**Problem.** Two electrons occupy the open shells $x$ and $y$ above a closed core. Second-order spin polarisation gives $E_S-E_T=2K_{xy}+\sum_{ia}4K_xK_y/\Delta$, with one denominator $\Delta$ per core excitation $i\to a$. (a) Derive this and show where the common denominator enters. (b) Find the true denominators. (c) Derive the first correction. (d) Evaluate it for S$_1$ and T$_1$ of cycl[3.3.3]azine. (e) Compare it with the other omitted terms.

**Conventions.** Integrals are in charge-density notation $(pq|rs)$, energies in eV, spins in units of $\hbar$. $K_{pq}=(pq|qp)\ge 0$ is an ordinary exchange integral. $K_x=(ix|xa)$ and $K_y=(iy|ya)$ are real and may have either sign. A negative $E_S-E_T$ is an inverted gap.

## (a) Second order and the place of the assumption

The mechanism is that of Kollmar and Staemmler (1978). The references are the singlet and triplet of the configuration (core)$\,x^1y^1$ in common orbitals, with energies $E_0\pm K_{xy}$. Exchange between an open-shell electron $q$ and an electron moving from $r$ to $p$ splits into a spin-free part $-\tfrac12(pq|qr)$ and a spin part. The spin-free part goes into the Fock operator $\hat F=\hat h+\sum_{\rm core}(2\hat J-\hat K)+\hat J_x+\hat J_y-\tfrac12(\hat K_x+\hat K_y)$, which is the same for both states. The orbitals are chosen so that $F_{ia}=0$, which removes the singlet-coupled excitation $i\to a$. The spin part is

$$\hat V=-2\sum_{q=x,y}\sum_{pr}(pq|qr)\,\mathbf s_q\cdot\mathbf S_{pr},\qquad \mathbf S_{pr}=\tfrac12\sum_{\sigma\tau}a^\dagger_{p\sigma}\boldsymbol\sigma_{\sigma\tau}a_{r\tau}.$$

On the closed core, $S^m_{ai}|{\rm core}\rangle=|T_m\rangle/\sqrt2$, where $|T_m\rangle$ ($m=1,2,3$) are the normalised Cartesian components of the core triplet $i^1a^1$. Hence

$$\hat V|{\rm ref}\rangle=-\sqrt2\sum_m B_m|T_m\rangle|xy\rangle,\qquad \mathbf B=K_x\mathbf s_x+K_y\mathbf s_y .$$

The squared norm is $2\langle\mathbf B^2\rangle=\tfrac32(K_x^2+K_y^2)+4K_xK_y\sigma$, with $\sigma=\langle\mathbf s_x\cdot\mathbf s_y\rangle=-\tfrac34$ (singlet) or $+\tfrac14$ (triplet). Write $\mathbf B=\tfrac12(K_x+K_y)\mathbf S_o+\tfrac12(K_x-K_y)(\mathbf s_x-\mathbf s_y)$ with $\mathbf S_o=\mathbf s_x+\mathbf s_y$. The first term keeps the spin of the $xy$ pair and the second converts singlet and triplet into each other. Three intermediate states result:

| state | $xy$ pair | total spin | squared coupling |
|---|---|---|---|
| $S'$ | triplet | 0 | $\tfrac32(K_x-K_y)^2$ |
| $T_a$ | singlet | 1 | $\tfrac12(K_x-K_y)^2$ |
| $T_b$ | triplet | 1 | $(K_x+K_y)^2$ |

**The assumption enters here.** All three squared couplings are divided by one energy, that of the core triplet in the spin-averaged field, $\Delta=\varepsilon_a-\varepsilon_i-J_{ia}$. Only then do the terms in $K_x^2$ and $K_y^2$ cancel:

$$-\tfrac32(K_x-K_y)^2+\tfrac12(K_x-K_y)^2+(K_x+K_y)^2=4K_xK_y .$$

For disjoint orbitals $K_{xy}\approx0$, and the gap is negative when the sum of $K_xK_y/\Delta$ is negative. The common denominator treats the open-shell spins as spectators once the core is excited.

## (b) The true denominators

The intermediate configuration has four open shells, and Dirac's identity gives its spin Hamiltonian as a constant plus $-\sum_{p<q}K_{pq}(\tfrac12+2\mathbf s_p\cdot\mathbf s_q)$. The $ia$ term vanishes from the problem because the core pair is always a triplet, and the constants $-\tfrac12K_{pq}$ between core and open shells are already in $\hat F$. Within the core triplet $\mathbf s_i$ and $\mathbf s_a$ each act as $\tfrac12\mathbf S_c$, so the four cross terms become

$$\hat W=-(A_x\mathbf s_x+A_y\mathbf s_y)\cdot\mathbf S_c,\qquad A_x=K_{ix}+K_{ax},\quad A_y=K_{iy}+K_{ay}.$$

With $\bar A=\tfrac12(A_x+A_y)$, the diagonal part is $-\bar A\,\mathbf S_o\cdot\mathbf S_c$, and $\mathbf S_o\cdot\mathbf S_c=\tfrac12[S(S+1)-S_o(S_o+1)-2]$ equals $-2$, $0$, $-1$ for $S'$, $T_a$, $T_b$. The $xy$ term adds $-2K_{xy}$ when the pair goes from singlet to triplet and $+2K_{xy}$ in the reverse case:

$$\Delta_{S'}=\Delta+2\bar A-2K_{xy},\qquad\Delta_{a}=\Delta+2K_{xy},\qquad\Delta_{b}=\Delta+\bar A .$$

These are Epstein–Nesbet denominators in spin-adapted configurations. The state that stabilises the singlet lies highest, because coupling two triplets to total spin zero forfeits the most exchange. The integrals in $A_x$, $A_y$ are diagonal elements of the operators $\hat K_x$, $\hat K_y$ whose off-diagonal elements drive the effect, so they cannot be small while $K_x$, $K_y$ are large: these operators are positive semidefinite, which gives $|K_x|\le\sqrt{K_{ix}K_{ax}}\le A_x/2$.

## (c) The first correction

The splitting enters at third order, $E^{(3)}=\langle\psi^{(1)}|\hat H-E_{\rm ref}-\Delta|\psi^{(1)}\rangle$ with $\psi^{(1)}=-\hat V|{\rm ref}\rangle/\Delta$. In the Cartesian basis $\langle T_m|S_c^k|T_n\rangle=-i\epsilon_{kmn}$, so with $\mathbf A=A_x\mathbf s_x+A_y\mathbf s_y$

$$\Delta^2E^{(3)}_W=2i\,\epsilon_{kmn}\langle B_mA_kB_n\rangle .$$

Use $\mathbf s\times\mathbf s=i\mathbf s$. Three operators on the same spin give $\epsilon_{kmn}s_ms_ks_n=-\tfrac{3i}{4}$ and contribute $\tfrac32K_x^2A_x$. Both $B$ factors on $x$ and $A$ on $y$ give $+i\sigma$ and contribute $-2\sigma K_x^2A_y$. One $B$ and $A$ on $x$ with the other $B$ on $y$ give $-i\sigma$, in two orderings, and contribute $4\sigma K_xK_yA_x$. Adding the terms with $x\leftrightarrow y$,

$$\Delta^2E^{(3)}_W=\tfrac32(K_x^2A_x+K_y^2A_y)+2\sigma\left[2K_xK_y(A_x+A_y)-K_x^2A_y-K_y^2A_x\right].$$

For $\sigma=-\tfrac34$ this is $\tfrac32(K_x-K_y)^2\,2\bar A$, as (b) requires. For $\sigma=\tfrac14$ it is $(K_x+K_y)^2\bar A+(A_x-A_y)(K_x^2-K_y^2)$. The second term shows that $\hat W$ also couples $T_a$ with $T_b$, by $w=(A_x-A_y)/\sqrt2$ in the phase convention where the couplings to the reference are $v_a=(K_x-K_y)/\sqrt2$ and $v_b=K_x+K_y$. The $K_{xy}$ shifts add $-3K_{xy}(K_x-K_y)^2$ to the singlet and $+K_{xy}(K_x-K_y)^2$ to the triplet. Since $\sigma_S-\sigma_T=-1$, the first correction to the gap per pair is

$$\boxed{\delta^{(3)}=\frac{2\left[K_x^2A_y+K_y^2A_x-2K_xK_y(A_x+A_y)\right]-4K_{xy}(K_x-K_y)^2}{\Delta^2}}$$

For $K_xK_y<0$ every term in the bracket is positive, so with small $K_{xy}$ the correction opposes the inversion. The geometric series in the splittings can be summed:

$$E_S'=-\frac{\tfrac32(K_x-K_y)^2}{\Delta_{S'}},\qquad E_T'=-\frac{v_a^2\Delta_b+v_b^2\Delta_a-2v_av_bw}{\Delta_a\Delta_b-w^2}.$$

This sum omits the coupling to the singlet-coupled core excitation, which is proportional to $K_{ix}-K_{ax}$ and $K_{iy}-K_{ay}$ and first acts at fourth order.

**Ideal disjoint limit.** With $K_y=-K_x=-K$, $A_x=A_y=A$, $K_{xy}=0$,

$$E_S'-E_T'=-\frac{6K^2}{\Delta+2A}+\frac{2K^2}{\Delta}=-\frac{4K^2}{\Delta}\,\frac{1-A/\Delta}{1+2A/\Delta}.$$

The leading relative correction is $3A/\Delta$, and the series converges only for $2A<\Delta$.

## (d) Size in cycl[3.3.3]azine

**Model.** Zero-differential-overlap $\pi$ integrals on Hückel orbitals, which are treated as eigenfunctions of $\hat F$. All of the following inputs are assumed, typical values: $D_{3h}$ frame with all bonds $r=1.40$ Å; $\gamma_0=11.13$ eV; Ohno repulsion $\gamma(R)=14.40/\sqrt{R^2+(14.40/\gamma_0)^2}$ with $R$ in Å; nitrogen parameters $h_N=1.5$, $k_{CN}=0.8$; $\Delta=6.0$ eV for the inner and $11$ eV for the outer $e''$ excitation.

Number the perimeter atoms $\mu=0,\dots,11$ at angles $30^\circ\mu$ about N. Even $\mu$ are six CH carbons F, a regular hexagon of radius $\sqrt3r$. Odd $\mu$ alternate between apical CH carbons A (radius $2r$) and bridgehead carbons B (radius $r$). The repulsions needed are $\gamma_a=\gamma(\sqrt3r)=5.24$, $\gamma_b=\gamma(3r)=3.28$, $\gamma_c=\gamma(2\sqrt3r)=2.87$ eV.

The HOMO $x$ ($a_1''$) has coefficients $\pm1/\sqrt6$ alternating on F. The LUMO $y$ ($a_2''$) has amplitudes $c_N,c_B,c_A,c_F$ on normalised symmetric combinations. With orbital energy $\alpha+\xi\beta$, the equations $\xi c_A=\sqrt2c_F$, $\xi c_F=\sqrt2(c_A+c_B)$, $(\xi-h_N)c_N=\sqrt3k_{CN}c_B$ and $\xi c_B=\sqrt3k_{CN}c_N+\sqrt2c_F$ give $\xi^4-1.5\xi^3-5.92\xi^2+6\xi+3.84=0$. The LUMO root is $\xi=-0.462$, with $c_N^2=0.173$, $c_B^2=0.347$, $c_A^2=0.434$, $c_F^2=0.046$ and $c_Ac_B=-0.388$. The two orbitals share only the F atoms:

$$K_{xy}=\tfrac16c_F^2(\gamma_0-2\gamma_a+2\gamma_b-\gamma_c)=0.033\ \text{eV},\qquad 2K_{xy}=0.067\ \text{eV}.$$

The $e''$ orbitals vanish on N and are ring waves $e^{i\pi k\mu/6}/\sqrt{12}$, occupied for $k=\pm1,\pm2$ and empty for $k=\pm4,\pm5$. On the hexagon F, $\hat K_x$ connects $k$ only with $k$ and $k+6$. The orbital $k+6$ equals orbital $k$ on even atoms and its negative on odd atoms, which makes $K_xK_y<0$. The sums over atom pairs are

$$12K_x=\gamma_0-2\gamma_a\cos\tfrac{k\pi}3+2\gamma_b\cos\tfrac{2k\pi}3-(-1)^k\gamma_c,$$
$$12\Phi_F=c_F^2\left[\gamma_0+2\gamma_a\cos\tfrac{k\pi}3+2\gamma_b\cos\tfrac{2k\pi}3+(-1)^k\gamma_c\right],$$
$$12\Phi_O=c_B^2(\gamma_0-\gamma_a)+c_A^2(\gamma_0-\gamma_c)+2c_Ac_B\left[2\gamma_a\cos\tfrac{k\pi}3+(-1)^k\gamma_b\right],$$

for $|k|=1,2$, with $A_x=2K_x$, $K_y=\Phi_F-\Phi_O$, $A_y=2(\Phi_F+\Phi_O)$. Terms linking even and odd atoms cancel in $K_y$ by mirror symmetry and in $A_y$ between $i$ and $a$. The partners $\pm k$ enter as their totally symmetric combination, to which $\Delta$ refers, and this doubles each contribution to the gap. The crossed $e''$ pairs such as $1\to4$ have $K_x=0$, give nothing at second order, and are left out.

| quantity (eV) | $k=\pm2$ | $k=\pm1$ |
|---|---|---|
| $K_x$ | 0.852 | 0.457 |
| $\Phi_F$ | 0.021 | 0.039 |
| $\Phi_O$ | 0.596 | 0.342 |
| $K_y$ | $-0.575$ | $-0.303$ |
| $A_x$ | 1.704 | 0.914 |
| $A_y$ | 1.234 | 0.763 |
| $2\times4K_xK_y/\Delta$ | $-0.653$ | $-0.101$ |
| $2\,\delta^{(3)}$ | $+0.467$ | $+0.022$ |
| $2(E_S'-E_T')$ | $-0.340$ | $-0.081$ |

For $k=\pm2$ the common 6.0 eV becomes $\Delta_{S'}=8.87$, $\Delta_a=6.07$, $\Delta_b=7.47$ eV, with $w=0.33$ eV. Per pair, the singlet lowering drops from 0.509 to 0.344 eV, while the triplet lowering only goes from 0.182 to 0.174 eV. Adding $2K_{xy}$, the model's gap is

- common denominator: $-0.69$ eV
- with the first correction of $+0.49$ eV: $-0.20$ eV
- with the splittings summed: $-0.35$ eV

The expansion parameter of the singlet term, $2\bar A/\Delta=0.49$, makes the series alternate slowly, so the first correction overshoots. The summed correction is $+0.33$ eV, or 44 per cent of the second-order polarisation term. Changing the inner $\Delta$ to 5 or 7 eV moves the common-denominator gap to $-0.82$ or $-0.59$ eV and the summed gap only to $-0.37$ or $-0.33$ eV, with corrections of 0.44 and 0.26 eV.

## (e) Other omitted terms of rival size

*Pair excitations of the open shells.* The $xy$ states are $A_2'$, and in $e''\otimes e''$ the $A_2'$ function is antisymmetric in space. The excitations $xy\to(4,-4)$ and $(2,-2)\to xy$ therefore reach only the triplet. With $\gamma(r)=7.55$, $\gamma(\sqrt7r)=3.67$ and $\gamma(\sqrt{13}r)=2.76$ eV, both have the coupling

$$|G|=\tfrac{\sqrt6}{12}\left\{|c_B|[\gamma(r)-\gamma(\sqrt7r)]+|c_A|[\gamma(r)-\gamma(\sqrt{13}r)]\right\}=1.11\ \text{eV}.$$

With an assumed denominator of 7 eV they shift the gap by $2G^2/7=+0.35$ eV, as much as the correction derived above.

*Mixing of the two core modes.* Core triplets $i\to a$ and $j\to b$ interact by $-(ab|ji)$. Between the two symmetric combinations this is $-M$, where $M=1.84$ eV is the sum of the self-repulsions of the ring densities $e^{i\pi q\mu/6}/12$ for $q=1$ and $q=3$. The third-order shift, with primes for $k=\pm1$, is $8M(K_xK_y'+K_x'K_y)/(\Delta\Delta')=-0.12$ eV.

*The $a_2''$ excitations.* For the bare perimeter, where $y$ has coefficients $\pm1/\sqrt6$ alternating on A and B, the pair $0\to6$ has $K_x=\tfrac1{12}(\gamma_0-2\gamma_a+2\gamma_b-\gamma_c)=0.361$ eV and $K_y=-\tfrac1{12}(\gamma_0-\gamma_a-\gamma_b+\gamma_c)=-0.457$ eV. With an assumed $\Delta$ of 13 eV it gives $4K_xK_y/\Delta=-0.05$ eV.

*Renormalisation.* The polarised configurations have weight 0.09 in the singlet, and the product of this weight with the singlet lowering, 0.07 eV, sets the scale of fourth order.

The first three terms added to $-0.35$ eV leave about $-0.2$ eV, a small remainder of contributions several times its size, good to one figure at best. A typical gap for cycl[3.3.3]azine from correlated calculations is about $-0.1$ eV, so the model's $-0.35$ eV is too negative by roughly a quarter of an eV and its common-denominator value by more than half an eV. Within the model the common denominator leaves the sign of the polarisation term intact, since reversal in the ideal limit needs $A>\Delta$, but it overstates the magnitude of that term by a factor of 1.8.